ABINIT, plane-wave Kohn-Sham DFT with the PBE functional, for wurtzite SiC (P6_3mc, 4 atoms per cell), without spin polarisation, spin-orbit coupling or dispersion correction. All runs use a 10x10x5 k mesh and Fermi-Dirac occupations with a width of 0.05 eV. The basis is given by its plane-wave cutoff, and pressure is positive in compression.

```
                          potentials    basis  pressure (GPa)  largest force (eV/Å)
                    SPMS NC PBE v1.0   898 eV             n/a                 0.760
                    JTH PAW PBE v2.0   544 eV           3.180                 0.742
PseudoDojo NC SR PBE v0.4.1 standard  1116 eV           3.670                 0.760
                       Ansatz NC PBE  1116 eV           3.870                 0.760
                    SG15 NC PBE v1.2  1116 eV           3.910                 0.742
```

All five rows describe the same crystal, silicon carbide in its hexagonal wurtzite form, with cell and atoms held fixed. Only the potentials, which stand in for the nuclei and inner electrons, and the basis cutoff change. The pressure spreads by 0.73 GPa, a fifth of its mean, while the largest force spreads by little more than 2 %. The two columns also rank the potentials differently: JTH has the lowest pressure and SG15 the highest, yet these two share the lower force.

**What the two quantities add up**

Each atom has four neighbours in a nearly regular tetrahedron. A bond held shorter than it would like to be pushes its two ends apart. The pressure adds up these pushes whatever their direction, because each of them tries to enlarge the cell. The force on an atom adds them as arrows, and arrows from opposing sides cancel.

A bead between two equal springs in a narrow box behaves in the same way. If both springs are replaced by slightly longer ones, the end walls are pushed harder but the bead feels no net force. If only one spring is replaced, the bead is pushed aside. The comparison covers this balance only, since real bonds also resist bending.

For the crystal, let $t_i$ be the push of bond $i$, $r$ the bond length, $\hat n_i$ the unit vector from the atom to neighbour $i$, and $V_p$ the volume per SiC pair. Then

$$
\mathbf F=-\sum_{i=1}^{4} t_i\,\hat n_i ,\qquad p=\frac{r}{3V_p}\sum_{i=1}^{4} t_i .
$$

Two limiting cases follow for a regular tetrahedron, which the real one closely resembles. If a new potential changes all four pushes by the same $\delta t$, the force stays as it was and the pressure changes by $4r\,\delta t/(3V_p)$. If it changes one push only, the force changes by the full $\delta t$. Pressure therefore registers what the bonds have in common, and force registers how they differ.

**One pair of rows worked through**

PseudoDojo and Ansatz have the same cutoff and the same force, but their pressures differ by $3.87-3.67=0.20$ GPa, or about 0.0012 eV/Å³. With $V_p\approx 21$ Å³ and $r\approx 1.9$ Å, the first limiting case gives

$$
\delta t=\frac{3V_p\,\delta p}{4r}\approx\frac{3\times 21\times 0.0012}{4\times 1.9}\approx 0.01\ \text{eV/Å}.
$$

Acting on one bond alone, a push of this size would show in the second decimal of the force. The force column shows no change at all, as it should if the four pushes cancel.

The stress along different directions gives a second test. A common change of all bonds should raise the stress in the hexagonal plane and along the axis by equal amounts. From PseudoDojo to Ansatz the two rise by 0.20 and 0.19 GPa, and from PseudoDojo to SG15 by 0.25 and 0.21 GPa. By this test the three norm-conserving potentials with a stress differ almost as if each preferred a slightly different length for every bond. For Ansatz the force agrees with that picture. For SG15 it does not: its force is 0.018 eV/Å lower than that of PseudoDojo, which equal pushes cannot produce, so the picture describes its stress but not its force. The printed output after this text compares these directions for all rows with a stress; no constant of the model was adjusted to them.

**Why the cutoff matters more for pressure**

An equal change of the stress in all directions need not come from the potential itself, because a basis that is too small produces one too. The stress is computed with a fixed set of plane waves. When the cell expands, these waves stretch with it, their kinetic energies fall, and the same set corresponds to a lower cutoff. The energy of the larger cell then comes out too high, and the computed pressure too low.

The size of this error follows from the way the cutoff $E_c$ of a fixed set scales with volume, as $V^{-2/3}$:

$$
p_{\text{computed}}-p=\frac{2}{3V}\,\frac{dE}{d\ln E_c}.
$$

Here $E$ is the energy in the volume $V$, and the slope is negative because a larger basis lowers the energy. In the limit of a complete basis the slope vanishes, and the error with it. Moving an atom leaves the waves where they are, so the force contains no such term.

This explains how the SPMS row can stand in the force column alone. Its cutoff of 898 eV was judged too short for a stress, yet its force agrees with those of PseudoDojo and Ansatz at 1116 eV. The agreement fits the argument but is no strict test of it, since the potentials differ as well. Nor do equal cutoffs guarantee equal errors, since some potentials need more waves than others. The 0.20 GPa between PseudoDojo and Ansatz may therefore come partly from the basis, and the 0.04 GPa between Ansatz and SG15 is too small to establish their order without runs at higher cutoffs.

**The low pressure of JTH**

JTH lies 0.49 GPa below PseudoDojo, its nearest neighbour in pressure. It also has the lowest cutoff, 544 eV, although its PAW method works with smoother functions and needs fewer waves. If PseudoDojo is taken as converged and the basis is to account for the whole gap, raising the JTH cutoff by 10 % would have to lower the energy by about 4.5 meV per atom. That is a modest amount for a working cutoff, so the basis is a plausible cause, but it has not been tested here.

It is unlikely to be the only one. The plane waves near the cutoff point in all directions alike, so their absence should lower the stress almost equally in the plane and along the axis. Relative to PseudoDojo, JTH is lower by 0.57 GPa in the plane but by only 0.33 GPa along the axis. Some of the difference therefore probably lies in how the potential describes the bonds, and here the picture of one common change for all four bonds fails.

**The two groups of forces**

The forces are large because the atoms are not at rest positions: silicon and carbon are driven in opposite directions along the hexagonal axis. For a small displacement $u$ of one sublattice against the other, the force is $F=ku$, with $k$ the stiffness against that motion. A potential can lower $F$ by making the crystal softer or by placing the rest position slightly nearer. One geometry does not separate the two.

Why JTH and SG15 share the lower value remains open. The treatment of the inner electrons is a natural suspect, because SG15 leaves their density out of the exchange-correlation energy. JTH includes such a density, however, and arrives at the same force. Nor does the agreement of the other three potentials make them right, for potentials built in similar ways can share an error, and only an all-electron calculation of the same cell could decide.

**What all rows share**

Every computed pressure is positive, so with each of the four potentials that have a stress the cell pushes outwards. This pressure is an average over very unequal directions: in every row with a stress, the in-plane value exceeds the axial one by nearly 5 GPa. The potentials hardly change that difference, which points to the common structure as its source. Displaced sublattices can produce it, since they compress some bonds and stretch others.

A model with springs along the bonds gives the right order for this effect but about twice the computed size, perhaps because it leaves out the resistance to bending. The pressure should therefore not be read as the error of PBE in the lattice constant until the atoms have been relaxed. The same caution applies to the column of percentages in the printed output, which converts each pressure into a length by which the cell would be too short.

**What the differences mean as lengths**

A pressure difference $\delta p$ corresponds to a relative change of length $\delta p/(3B)$, where $B$ is the bulk modulus, roughly 220 GPa for SiC. The whole spread in pressure then amounts to about 0.002 Å in a bond. The spread in force, divided by a stiffness of roughly 20 eV/Å², amounts to a shift of about 0.001 Å. A fifth of the pressure and about a fortieth of the force thus stand for geometrical differences of the same order. The percentages differ so much mainly because the starting values do: the atoms lie roughly 0.04 Å from their rest positions, while the bonds are on average only about 0.01 Å shorter than these potentials would have them.

For practical work this means that a pressure from one potential should not be combined with a cell relaxed with another, even though the forces look nearly the same. A difference of half a gigapascal calls first for a run at a higher cutoff. If it survives, and is equal in all directions, the potentials disagree about the common bond length or about how strongly the crystal resists compression. A difference in force that remains points instead to unequal bonds or to the stiffness that holds the atoms in place.

Output of the analysis:

```
spread of the pressure, GPa: 0.73
spread of the pressure, percent of its mean: 19.96
spread of the force, eV/A: 0.018
spread of the force, percent of its mean: 2.391
bond length change worth the pressure spread, A (rough): 0.002087
stiffness against a shift of the sublattices, eV/A2 (rough): 19.78
sublattice shift worth the force spread, A (rough): 0.0009098
pressure of JTH below PseudoDojo, GPa: 0.49
energy drop per atom for 10 percent more cutoff that would explain JTH below PseudoDojo, meV: 4.521
the same for JTH below SG15, meV: 6.735
stress anisotropy from central springs and the mean force, GPa (order only): 11.01
Length by which the cell is too short for PBE (rough) and stress anisotropy:
                                   row  percent  in-plane less axial stress GPa
                      JTH PAW PBE v2.0   0.4818                           4.698
  PseudoDojo NC SR PBE v0.4.1 standard   0.5561                           4.937
                         Ansatz NC PBE   0.5864                           4.948
                      SG15 NC PBE v1.2   0.5924                           4.983
Stress relative to PseudoDojo in GPa:
                                   row  in-plane    axial  in-plane less axial
                      JTH PAW PBE v2.0   -0.5681  -0.3292              -0.2389
  PseudoDojo NC SR PBE v0.4.1 standard         0        0                    0
                         Ansatz NC PBE    0.1995   0.1889              0.01057
                      SG15 NC PBE v1.2    0.2529   0.2068              0.04617
```
